## Results and discussion

The table follows the lattice vibrations of a proposed tetragonal Sn₃Te₂ crystal, not an established phase, computed with density-functional theory, as the temperature rises. The cell and its vibrational frequencies stay the same in every row. Only the thermal energy available to each vibration changes.

Non-spin-polarized, scalar-relativistic PBE calculations with Ansatz 0.2.0 for Sn₃Te₂ (P4/nmm), using PAW, a 420 eV plane-wave cutoff, an 8×8×2 k mesh and 0.1 eV Gaussian smearing. Phonons are from linear response on a 2×2×1 q mesh. The thermal quantities are harmonic, at constant volume, with imaginary modes left out.

```
temperature (K)  phonon entropy (kB/atom)  phonon free energy (meV/atom)  phonon heat capacity (kB/atom)
            100                     3.513                           -3.9                           2.647
            200                     5.410                          -43.2                           2.796
            300                     6.550                          -95.1                           2.825
            400                     7.364                         -155.2                           2.835
            500                     7.997                         -221.5                           2.840
            600                     8.515                         -292.7                           2.842
            700                     8.954                         -368.0                           2.844
            800                     9.334                         -446.9                           2.845
            900                     9.669                         -528.8                           2.845
           1000                     9.968                         -613.4                           2.846
```

### 1. Which quantity settles, and which keep moving?

The heat capacity settles: from 100 to 1000 K it gains only 0.2 $k_\mathrm{B}$ per atom, most of it before 200 K. The entropy grows throughout, by less with each step of 100 K. The free energy falls throughout, by more with each step.

### 2. Why is the heat capacity almost flat so early?

A vibration takes up heat freely once the thermal energy $k_\mathrm{B}T$ is comparable with its quantum of energy. Heavy atoms held by soft forces vibrate slowly, so their quanta are small. Here the fastest vibration at the zone centre has a quantum equivalent to 132 K, and most others there lie well below it. The average over all vibrations kept in the calculation, worked out in question 5, is below 100 K. At 100 K the heat capacity has therefore already reached 93% of its high-temperature limit. Lighter atoms or stiffer bonds would delay the plateau.

### 3. Why does the plateau lie near 2.85 and not 3?

Each atom brings three vibrations, and classically each contributes one $k_\mathrm{B}$ to the heat capacity. In this crystal about 5% of the vibrations have imaginary frequencies: along them the computed energy falls when the atoms move off their sites. They are left out of the sums, so $N=2.848$ vibrations per atom remain and set the limit. The shortfall comes from this omission and is not a property of the material. In a stable distorted structure, with all frequencies real, the harmonic limit would return to 3.

### 4. Why does the entropy grow when the heat capacity does not?

Entropy counts how widely the energy is spread over the vibrational levels, and added heat widens that spread at any temperature. The same heat counts for less when the crystal is already hot, because $dS=C\,dT/T$. With a constant heat capacity $C$, each doubling of temperature then adds the same entropy, $N k_\mathrm{B}\ln 2=1.974\,k_\mathrm{B}$ per atom. The table gives 1.971 between 500 and 1000 K.

The free energy follows from this, since its slope is minus the entropy. It drops by 39 meV per atom between 100 and 200 K, but by 85 meV between 900 and 1000 K.

### 5. Could one frequency stand in for the whole spectrum?

The simplest comparison is an Einstein solid, in which all vibrations are identical springs. Its one frequency, written as a temperature $\theta$, can be taken from the computed zero-point energy of 10.99 meV per atom, with no adjustment to the table:

$$\theta=\frac{2\times10.99\ \text{meV}}{2.848\times0.08617\ \text{meV/K}}\approx 90\ \text{K}$$

With $x=\theta/T=0.896$ at 100 K, the heat capacity becomes

$$C=N k_\mathrm{B}\,\frac{x^2e^x}{(e^x-1)^2}=2.67\,k_\mathrm{B}\ \text{per atom}.$$

This is within 1% of the computed 2.647, but model and table share the same high-temperature limit, and both values already lie close to it. The shortfall below that limit is a stricter test: 0.18 $k_\mathrm{B}$ per atom in the model and 0.20 in the table. The hotter rows test little, because there the shortfall almost vanishes. The zero-point energy comes from the same spectrum, so the comparison tests the single-frequency picture and not the accuracy of the phonons.

The picture does less well for the entropy, which it puts about 0.25 $k_\mathrm{B}$ per atom too low in every row. Entropy falls roughly with the logarithm of the frequency, so vibrations softer than the average add more than the stiffer ones take away. Identical springs are thus a good guide to the vibrational heat capacity of this crystal, but a poorer one to its vibrational entropy. The program output below lists the comparison row by row.

### 6. What would change if every atom had a quarter of its mass?

With the same forces, every frequency would double, because it varies as one over the square root of the mass. Heat capacity and entropy would then equal the present values at half the temperature. At 1000 K the entropy would be 7.997 $k_\mathrm{B}$ per atom instead of 9.968, while the heat capacity would hardly change. Replacing tin and tellurium by real lighter elements would also alter the forces, which this rule does not include.

### 7. Which digits can be trusted?

The last printed digits record the arithmetic and not the accuracy for a real material. If the omitted vibrations were real and soft, at an assumed 25 cm⁻¹, they would add roughly 0.5 $k_\mathrm{B}$ per atom to the entropy at 300 K. They would lower the free energy by some 8 meV per atom there, and by about 44 meV at 1000 K. The heat capacity would level off near 3 instead. Even the first decimal of the entropy and of the heat capacity is therefore in doubt. The true correction is unknown, because the distorted structure was not computed. Finer meshes were not tested either, for the phonons or for the electrons. The crystal is metallic in this calculation, so its frequencies are sensitive to the k mesh, and the weakest imaginary ones may be numerical errors.

The early plateau and the nearly logarithmic growth of the entropy are the safest results. The vibrational free energy alone cannot decide whether this phase forms, because that also takes the total energies of this crystal and of its rivals, such as tin and SnTe. The hot rows assume a fixed cell and harmonic forces, so they do not show that the solid survives there.

Printed output of the fit:

```
modes left out, of the 30 per cell: 1.519
high-temperature limit of the heat capacity with these modes left out, kB/atom: 2.848
heat capacity at 1000 K less this limit, kB/atom: -0.002086
heat capacity at 100 K as percentage of this limit: 92.94
rise of heat capacity from 100 to 1000 K, kB/atom: 0.199
highest zone-centre mode as a temperature, K: 132
entropy gain from 100 to 200 K, kB/atom: 1.897
entropy gain from 500 to 1000 K, kB/atom: 1.971
entropy gain per doubling expected from the limit, kB/atom: 1.974
fall of free energy from 100 to 200 K, meV/atom: 39.3
fall of free energy from 900 to 1000 K, meV/atom: 84.6
this last fall per kelvin written as an entropy, kB/atom: 9.817
mean of the entropies at 900 and 1000 K, kB/atom: 9.819
Einstein temperature from the zero-point energy (mean frequency), K: 89.56
temperature of the geometric mean frequency from the entropy at 1000 K, K: 82.09
quarter masses, heat capacity at 200 K, kB/atom: 2.647
quarter masses, entropy at 1000 K, kB/atom: 7.997
quarter masses, free energy at 1000 K, meV/atom: -443
illustration, entropy added by the missing modes at 300 K, kB/atom: 0.4741
illustration, free energy added by the missing modes at 300 K, meV/atom: -8.33
illustration, free energy added by the missing modes at 1000 K, meV/atom: -43.53
Einstein estimate and vibrational energy:
   row  Einstein heat capacity (kB/atom)  its miss (kB/atom)  Einstein entropy (kB/atom)  its miss (kB/atom)  vibrational energy with zero point (meV/atom)  classical energy (meV/atom)
   100                             2.665             0.01812                       3.256             -0.2575                                          26.37                        24.54
   200                             2.801            0.004969                        5.16               -0.25                                          50.04                        49.09
   300                             2.827            0.002029                       6.302             -0.2483                                          74.23                        73.63
   400                             2.836            0.001218                       7.116             -0.2476                                          98.63                        98.17
   500                              2.84           0.0004838                        7.75             -0.2472                                          123.1                        122.7
   600                             2.843           0.0008041                       8.268             -0.2471                                          147.6                        147.3
   700                             2.844           0.0002043                       8.706             -0.2477                                          172.1                        171.8
   800                             2.845           0.0001135                       9.086             -0.2479                                          196.6                        196.3
   900                             2.846            0.000737                       9.421             -0.2477                                          221.1                        220.9
  1000                             2.846           0.0001832                       9.721             -0.2469                                          245.6                        245.4
```
